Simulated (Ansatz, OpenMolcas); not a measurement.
# How methods differ on AlNH3 (SMILES [NH2][AlH])

AlNH3 has 5 atoms, charge 0, and is taken as a doublet. As SMILES, `[NH2][AlH]`. The shape is that of a PBE0-D4/def2-TZVP optimisation. This is one conformer, not always the lowest.

Quantity: the vertical ionisation energy (to the singlet cation), in eV. The values are calculated.

```json
{"level": "UHF/cc-pVTZ", "kind": "Hartree–Fock", "program": "OpenMolcas", "value (eV)": "7.58"}
{"level": "USVWN5/cc-pVTZ", "kind": "LDA", "program": "OpenMolcas", "value (eV)": "7.70"}
{"level": "UPBE/cc-pVTZ", "kind": "GGA", "program": "OpenMolcas", "value (eV)": "7.72"}
{"level": "UTPSS/cc-pVTZ", "kind": "meta-GGA", "program": "OpenMolcas", "value (eV)": "7.79"}
{"level": "UPBE0/cc-pVTZ", "kind": "global hybrid", "program": "OpenMolcas", "value (eV)": "7.82"}
{"level": "FCI/STO-3G", "kind": "exact in the basis", "program": "Ansatz", "value (eV)": "3.49"}
```

The values span 3.49 to 7.82 eV. High-level rows in very small sets aren't better than simpler rows in larger ones.

The cc-pVTZ results agree closely, from 7.58 to 7.82 eV, while the FCI value of 3.49 eV stands far apart. That gap probably reflects the minimal basis, whose compact, inflexible aluminium functions destabilise the loosely held outer electron of the neutral radical more than they harm the cation. Among the larger-basis rows, Hartree–Fock is lowest and PBE0 highest, so the ordering does not simply follow the share of exact exchange.

The modest ionisation energy fits the bonding. Formally divalent aluminium carries the unpaired electron in an outward-pointing 3s/3p hybrid, and removing it leaves a closed-shell aluminium(III) cation without breaking an Al–N or Al–H bond. Aluminium's low electronegativity makes this electron easier to remove than one from the nitrogen lone pair, which is partly delocalised towards the metal. Two-coordinate aluminium(III) favours a linear arrangement, so the cation would probably open up at the metal after ionisation, and the adiabatic energy, which would include that relaxation, cannot be read from these vertical values.
